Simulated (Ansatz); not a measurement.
# A small benchmark: dipole moment

8 molecules of light elements (H to F); the dipole moment in D, computed less measured. Shapes, held fixed at every level: PBE0-D4/def2-TZVP. No vibrational averaging. Dipoles are compared by magnitude; molecules under 1 D, whose direction can flip, are left out. Programs: Ansatz 0.2.0. Measured values: NIST CCCBDB.

Levels: A = HF/def2-SVP; B = PBE-D4/def2-TZVPP; C = B3LYP-D4/def2-TZVPP; D = wB97M-V/def2-TZVPP.

```tsv
molecule	measured	A	B	C	D
HCN (hydrogen cyanide)	2.98	+0.21	-0.06	+0.05	+0.06
H2O (water)	1.85	+0.28	+0.04	+0.09	+0.09
H2CO (SMILES C=O)	2.33	+0.40	-0.21	-0.02	0.00
C2H2O (ethenone)	1.42	+0.26	-0.09	+0.03	-0.02
CH2F2 (difluoromethane)	1.97	+0.30	-0.25	-0.10	-0.11
CH3F (fluoromethane)	1.85	+0.29	-0.18	-0.05	-0.07
C2F3N (cyanotrifluoromethane)	1.33	-0.16	+0.15	+0.07	+0.07
C2H2F2 (vinylidene fluoride)	1.38	+0.08	-0.39	-0.21	-0.24
```

(1) Sum up the errors.

## Answers

(1) 
| level | kind | mean error | mean absolute error | worst case |
| --- | --- | --- | --- | --- |
| HF/def2-SVP | Hartree–Fock | +0.207 | 0.247 | H2CO |
| PBE-D4/def2-TZVPP | GGA | -0.124 | 0.171 | C2H2F2 |
| B3LYP-D4/def2-TZVPP | global hybrid | -0.018 | 0.078 | C2H2F2 |
| wB97M-V/def2-TZVPP | range-separated hybrid | -0.027 | 0.082 | C2H2F2 |

On this set B3LYP-D4/def2-TZVPP has the smallest mean absolute error and HF/def2-SVP the largest. HF/def2-SVP is too high in 7 of 8; PBE-D4/def2-TZVPP is too low in 6 of 8. The levels differ in basis as well as in method. The tabulated value of C2F3N is in doubt (older tables, estimates, or at odds with other calculations) and kept here. Over the 7 molecules whose values aren't doubted the mean absolute errors are A 0.260; B 0.174; C 0.079; D 0.084. The smallest two are near a tie. The set is small.

In the seven molecules with undoubted reference values, the dipole rises from PBE through the two hybrids to Hartree–Fock. This is probably because semilocal exchange spreads charge too evenly across polar bonds, whereas Hartree–Fock lacks the correlation that tempers their polarity, though its smaller basis may also contribute. Cyanotrifluoromethane reverses the order. There the CF3 and cyano groups pull charge in opposite directions, so more polar C–F bonds can shrink the net moment, and an error of opposite sign need not mean opposite physics.

The near-zero mean errors of the hybrids come partly from cancellation: both overshoot for HCN and water but fall short for the three fluorinated hydrocarbons. Vinylidene fluoride is the hardest case for all three density functionals. Its moment reflects σ withdrawal by fluorine offset by π donation from the fluorine lone pairs, so a modest imbalance between the two may leave a large error. The small difference between B3LYP and wB97M-V gives no evidence that range separation improves dipoles in compact molecules such as these.
